# First-order band-edge shifts from Hubbard $U$ on metal and ligand shells: solution key

**Problem.** For DFT+U with $U_M$ on a metal shell ($d$, or $4f$ in CeO$_2$) and $U_p$ on the ligand $p$ shell, find (a) the potential, (b) the first-order shift of a state, (c) the gap change and its bound when the metal shell is formally empty, (d) the $d^{10}$ case, (e) the self-consistent correction, (f) the range of validity and (g) numbers for the O $2p$ to Ce $4f$ gap.

**Premises.**

1. The functional is $E=E_{\rm DFT}+E_U$ in the form of Dudarev et al. (1998), with $U_I\ge 0$ standing for $U-J$:
$$E_U=\sum_{I\sigma}\frac{U_I}{2}\,{\rm Tr}\big[n^{I\sigma}(1-n^{I\sigma})\big],\qquad n^{I\sigma}_{mm'}=\sum_i f_i\langle\phi^I_m|\psi_i\rangle\langle\psi_i|\phi^I_{m'}\rangle .$$
The sum over $i$ covers the states of spin $\sigma$, with $0\le f_i\le1$.
2. The projectors $\phi^I_m$ are orthonormal, between sites too, and do not depend on $U$ or $f_i$. The nuclei are fixed.
3. The crystal is a non-magnetic insulator, so the spin label is dropped from $n$. States are normalised over the crystal and $I$ runs over all sites.
4. Energies are in eV, with 1 eV $=1.602\times10^{-19}$ J.

## (a) Hubbard potential

Since ${\rm Tr}\,n^2=\sum_{mm'}n_{mm'}n_{m'm}$, one has $\partial E_U/\partial n^I_{mm'}=U_I(\tfrac12\delta_{mm'}-n^I_{m'm})$. From the definition of $n$, $\delta n^I_{mm'}/\delta\langle\psi_i|=f_i|\phi^I_{m'}\rangle\langle\phi^I_m|\psi_i\rangle$. The chain rule gives $\delta E_U/\delta\langle\psi_i|=f_iV_U|\psi_i\rangle$ with
$$V_U=\sum_IU_I\sum_{mm'}\big(\tfrac12\delta_{mm'}-n^I_{m'm}\big)|\phi^I_{m'}\rangle\langle\phi^I_m| .$$
Each $n^I$ is Hermitian. Rotating the projectors of site $I$ to its eigenbasis, with eigenvalues $\lambda^I_m$, yields
$$V_U=\sum_IU_I\sum_m\big(\tfrac12-\lambda^I_m\big)|\phi^I_m\rangle\langle\phi^I_m| .\tag{1}$$
Because $\lambda^I_m=\langle\phi^I_m|\rho|\phi^I_m\rangle$, where $\rho=\sum_if_i|\psi_i\rangle\langle\psi_i|$ has eigenvalues in $[0,1]$, it follows that $0\le\lambda^I_m\le1$.

## (b) Shift of a state

The Hamiltonian changes by $\delta H=V_U+\delta V_{Hxc}$, where $\delta V_{Hxc}$ is the change of the Hartree and exchange-correlation potential caused by the change of density. To first order in $U$, $V_U$ is evaluated with the $\lambda$ of the $U=0$ calculation, and perturbation theory gives
$$\delta\varepsilon_i=\delta\varepsilon_i^{\rm fr}+\langle\psi_i|\delta V_{Hxc}|\psi_i\rangle,\qquad \delta\varepsilon_i^{\rm fr}=\sum_IU_I\sum_m\big(\tfrac12-\lambda^I_m\big)\,|\langle\phi^I_m|\psi_i\rangle|^2 .\tag{2}$$
The first term is the frozen-density (direct) shift. It raises components on orbitals less than half filled and lowers components on orbitals more than half filled. The second term is also linear in $U$, because $V_U$ mixes occupied and empty states at first order. It is treated in (e).

Two points justify applying (2) at band edges. $V_U$ has the symmetry of the crystal, so within a symmetry-degenerate level it is a multiple of the identity (Schur's lemma). At a band extremum $\nabla_{\mathbf k}\varepsilon=0$, so a displacement of the extremum of order $U$ changes its energy only at order $U^2$.

## (c) Formally empty metal shell ($d^0$, $f^0$)

Take one $\lambda$ per shell, $\lambda_M<\tfrac12<\lambda_p$, and define the shell projector $P_A=\sum_{I\in A,m}|\phi^I_m\rangle\langle\phi^I_m|$ and the weight $w_i^A=\langle\psi_i|P_A|\psi_i\rangle$ for $A=M,p$. Then
$$V_U=\alpha_MP_M+\alpha_pP_p,\qquad \alpha_M=U_M(\tfrac12-\lambda_M)>0,\qquad \alpha_p=-U_p(\lambda_p-\tfrac12)<0.\tag{3}$$
For the conduction edge $c$ and the valence edge $v$, $\delta\varepsilon_i^{\rm fr}=\alpha_Mw_i^M+\alpha_pw_i^p$. Subtraction gives
$$\Delta E_g^{\rm fr}=U_M(\tfrac12-\lambda_M)(w_c^M-w_v^M)+U_p(\lambda_p-\tfrac12)(w_v^p-w_c^p).\tag{4}$$
The diagonal terms, in $w_c^M$ and $w_v^p$, open the gap. The cross terms close it: the metal admixture in the valence edge is pushed up, and the ligand admixture in the conduction edge is pulled down. Keeping only the diagonal terms overestimates the opening.

**Bound.** Suppose only that $\lambda^I_m\le\tfrac12$ on all metal orbitals and $\lambda^I_m\ge\tfrac12$ on all ligand orbitals. In $\delta\varepsilon_c^{\rm fr}$ the ligand terms are non-positive and each metal coefficient is at most $U_M/2$, so $\delta\varepsilon_c^{\rm fr}\le U_Mw_c^M/2$. Likewise $\delta\varepsilon_v^{\rm fr}\ge-U_pw_v^p/2$. Bessel's inequality for orthonormal projectors gives $w\le1$. Hence
$$\Delta E_g^{\rm fr}\le\tfrac12(U_M+U_p),\tag{5}$$
with equality only in the ionic limit $\lambda_M=0$, $\lambda_p=1$, $w_c^M=w_v^p=1$.

## (d) Full metal shell ($d^{10}$)

Now $\lambda_d>\tfrac12$, so $\alpha_d<0$, and (4) holds with the sign of its first factor negative. Both terms of $V_U$ lower a state: $\delta\varepsilon_c^{\rm fr}\le0$. Since $w_v^d+w_v^p\le1$, $\delta\varepsilon_v^{\rm fr}\ge-\tfrac12\max(U_d,U_p)$. The bound becomes $\Delta E_g^{\rm fr}\le\tfrac12\max(U_d,U_p)$.

For an $s$-like conduction edge the direct action is proportional to $w_c^d$. At $\Gamma$ in the zinc-blende structure the edge state is totally symmetric ($a_1$) under the site group $T_d$ of both atoms. On the classes $E$, $8C_3$, $3C_2$, $6S_4$, $6\sigma_d$ the $d$ shell has characters $5,-1,1,-1,1$, so the multiplicity of $a_1$ is $(5-8+3-6+6)/24=0$. The $p$ shell has $3,0,-1,-1,1$, giving $(3+0-3-6+6)/24=0$. Thus $w_c^d=w_c^p=0$ exactly, and
$$\Delta E_g^{\rm fr}=U_d(\lambda_d-\tfrac12)w_v^d+U_p(\lambda_p-\tfrac12)w_v^p .$$
$U_d$ does not act directly on the conduction edge, yet it opens the gap by lowering the valence edge through its $d$ admixture. In wurtzite (site group $C_{3v}$) $d_{z^2}$ and $p_z$ are totally symmetric, so the vanishing is not enforced by symmetry. The edge can in every case still move through $\delta V_{Hxc}$.

## (e) Self-consistent first-order shift

Let $E(\{f\},\{U\})$ be the energy made stationary in the orbitals. Stationarity removes the implicit dependence and gives two derivatives: $\partial E/\partial f_i=\varepsilon_i$ (Janak 1978) and $\partial E/\partial U_I=\tfrac12\sum_\sigma{\rm Tr}[n^{I\sigma}(1-n^{I\sigma})]$. Equality of the mixed second derivatives gives, at $U=0$,
$$\delta\varepsilon_i=\sum_{I\sigma}U_I\sum_m\big(\tfrac12-\lambda^I_m\big)\frac{dn^{I\sigma}_{mm}}{df_i},\qquad \frac{dn^{I\sigma}_{mm}}{df_i}=|\langle\phi^I_m|\psi_i\rangle|^2\delta_{\sigma\sigma_i}+\sum_{j\in\sigma}f_j\frac{d}{df_i}|\langle\phi^I_m|\psi_j\rangle|^2 .\tag{6}$$
This is exact to first order. The frozen shift in (2) keeps the first part of the derivative. The second part is the relaxation of the occupied orbitals when state $i$ is filled. For the gap one raises $f_c$ and lowers $f_v$ equally, which keeps the crystal neutral and removes the arbitrary zero of potential.

**One-mode model.** Two further premises make (6) explicit. First, the two shells span the relevant space, $P_M+P_p=1$. Then $V_U=\alpha_p+\alpha P_M$ with $\alpha=\alpha_M-\alpha_p$, the constant drops out of the gap, and (4) becomes $\Delta E_g^{\rm fr}=\alpha W$ with $W=w_c^M-w_v^M$. Second, $\delta V_{Hxc}=K\,\delta N\,P_M$, where $N$ is the metal-shell population per formula unit and $K>0$ is the rise of the metal level relative to the ligand level per electron transferred at every metal site, screened by all channels other than this transfer.

A potential $xP_M$ changes the density operator by $\delta\rho=-x\sum_{vc}|c\rangle\langle c|P_M|v\rangle\langle v|/(\varepsilon_c-\varepsilon_v)+{\rm h.c.}$, where $v$ and $c$ here run over all occupied and empty spin orbitals. Per formula unit, $\delta N={\rm Tr}[P_M\delta\rho]=-\chi_0x$ with
$$\chi_0=2\sum_{vc}\frac{|\langle c|P_M|v\rangle|^2}{\varepsilon_c-\varepsilon_v}=\frac{2}{\bar E}\,{\rm Tr}[\rho P_M(1-\rho)P_M].\tag{7}$$
The second form uses closure and defines the mean excitation energy $\bar E$. Self-consistency requires $x=\alpha+K\delta N=\alpha-K\chi_0x$, so
$$x=\frac{\alpha}{1+K\chi_0},\qquad \Delta E_g=xW=\frac{\Delta E_g^{\rm fr}}{1+K\chi_0}.\tag{8}$$
Route (6) agrees. Moving $\delta$ electrons per formula unit from $v$ to $c$ gives $\delta N=W\delta-\chi_0K\,\delta N$, so the relaxed weight is $W/(1+K\chi_0)$: electrons put into the metal band raise it and drive covalent charge back to the ligands. In this model relaxation only reduces the opening, so (5) still holds. For a general kernel (5) is proved for the frozen term alone.

**Pair evaluation of $\chi_0$.** Let each of $g$ occupied ligand spin orbitals per formula unit couple with hopping $t$ to one metal orbital lying $\Delta$ higher. The $2\times2$ problem has splitting $\bar E=\sqrt{\Delta^2+4t^2}$ and metal weight $s=\tfrac12(1-\Delta/\bar E)$ in the lower state, so $s(1-s)=t^2/\bar E^2=|\langle c|P_M|v\rangle|^2$. Then
$$N(\Delta)=\frac g2\Big(1-\frac{\Delta}{\sqrt{\Delta^2+4t^2}}\Big),\qquad \chi_0=-\frac{dN}{d\Delta}=\frac{2g\,s(1-s)}{\bar E}.\tag{9}$$

## (f) Range of validity

1. **Frozen formulas (4) and (5).** They give the first-order gap change only if $K\chi_0\ll1$. Otherwise they give its direct part, which is what a diagonalisation at fixed density and fixed occupation matrices returns to first order.
2. **Linearity.** At fixed $t$, $\chi_0=2gt^2/\bar E^3$, so (8) needs $3x\Delta/\bar E^2\ll1$. The change $-U\,\delta\lambda$ of $V_U$ itself is also of second order.
3. **One $\lambda$ per shell.** Crystal-field components have different $\lambda_m$. Formulas (2) and (6) cover this, (4) and (8) do not.
4. **Projectors.** If projectors are cut off so that $P_p\to\kappa P_p$ with $\kappa<1$, then $\lambda_p\to\kappa\lambda_p$ and $\alpha_p\to-U_p\kappa(\kappa\lambda_p-\tfrac12)$. Values of $U$, $\lambda$ and $w$ belong to one projector choice. Overlapping, non-orthogonal projectors void Bessel's inequality and with it (5).
5. **Extended edges.** An electron in a Bloch state changes each $n^I$ infinitesimally, so the eigenvalue gap equals the total-energy gap of the functional. If the carrier localises on one site, a $\lambda$ changes by order one and the result does not apply. Lattice relaxation and electron–hole attraction are outside the premises, and the edges must stay the same states as $U$ grows.

## (g) Illustration: CeO$_2$

In fluorite CeO$_2$ the valence edge is mainly O $2p$ and the lowest empty band mainly Ce $4f$, so $M=4f$, with 14 $f$ and $g=12$ $p$ spin orbitals per formula unit holding 12 electrons. The inputs are typical or illustrative values, not measurements: semilocal gap $E_g^0=2.0$ eV, $U_f=5$ eV, $U_p=0$ or $5$ eV, $\lambda_f=0.06$, $w_c^f=0.90$, $w_v^f=0.05$, $\bar E=4$ eV, $K=6$ eV. Ce $5d$ states are left out of the model space.

**Populations.** $N_0=14\lambda_f=0.84$, $s=N_0/12=0.07$ and $\lambda_p=1-s=0.93$. With $P_f+P_p=1$, $w_c^p=0.10$, $w_v^p=0.95$ and $W=0.85$.

**Direct potentials.** $\alpha_f=5\times0.44=2.20$ eV. For $U_p=5$ eV, $\alpha_p=-5\times0.43=-2.15$ eV and $\alpha=4.35$ eV.

**Response.** From (9), $\chi_0=24\times0.07\times0.93/(4\ {\rm eV})=0.39$ eV$^{-1}$. Hence $K\chi_0=2.3$ and $1/(1+K\chi_0)=0.30$. For $U_f$ alone, $x=0.66$ eV, $\delta N=-0.26$ and $K\delta N=-1.5$ eV. The term omitted from (4) contributes $-1.3$ eV to the gap against a direct term of $+1.87$ eV, so it cannot be dropped.

**Higher orders.** The pair model can be solved without linearising. Its parameters are $\Delta_0=\bar E(1-2s)=3.44$ eV and $t^2=s(1-s)\bar E^2=1.04$ eV$^2$. The condition is
$$x=U_f\Big(\frac12-\frac{N}{14}\Big)+U_p\Big(\frac12-\frac{N}{12}\Big)+K(N-N_0),\qquad N=N(\Delta_0+x).$$
Its root is $x=0.80$ eV for $U_f$ alone, against the linear $0.66$ eV, and $x=2.0$ eV for both, against the linear $1.3$ eV. Higher orders add roughly a fifth in the first case and about half in the second, where first order is only qualitative.

| Gap opening (eV) | $U_f=5$ eV, $U_p=0$ | $U_f=U_p=5$ eV |
|---|---|---|
| Bound (5) | 2.5 | 5.0 |
| Diagonal terms of (4) | 1.98 | 4.02 |
| Frozen density, (4) | 1.87 | 3.70 |
| Self-consistent first order, (8) | 0.56 | 1.1 |
| Full root $x$ times $W$, with $W$ held fixed | 0.68 | 1.7 |

**Sensitivity.** For $U_f$ alone, (8) gives $0.86$ eV at $K=3$ eV and $0.38$ eV at $K=10$ eV, so the assumed $K$ dominates the uncertainty. If the $a_{2u}$, $t_{1u}$ and $t_{2u}$ components of the $f$ shell had $\lambda$ anywhere from 0 to 0.12, the factor $\tfrac12-\lambda$ would vary by 14 per cent either way. Truncated projectors with $\kappa=0.8$ reduce $|\alpha_p|$ from $2.15$ eV to $0.98$ eV.

**Result.** With $U_f=5$ eV alone, the model's first-order opening is $0.56$ eV ($9.0\times10^{-20}$ J) and the model's gap is $2.6$ eV ($4.1\times10^{-19}$ J). The measured O $2p$ to Ce $4f$ gap is 3 eV as a compiled value (Tran 2019, temperature not stated). The model lies $0.4$ eV below it, while the frozen-density estimate of $3.9$ eV lies $0.9$ eV above it. With both $U$ the model gives $3.1$ eV at first order but $3.7$ eV from the full root, so the closeness of the former to 3 eV carries no weight. As typical knowledge, self-consistent semilocal DFT+U calculations with $U_f$ near 5 eV open this gap by only about $0.4$ eV, so the frozen formula overshoots by a factor of about 5 and the one-mode model with $K=6$ eV overshoots by about 40 per cent.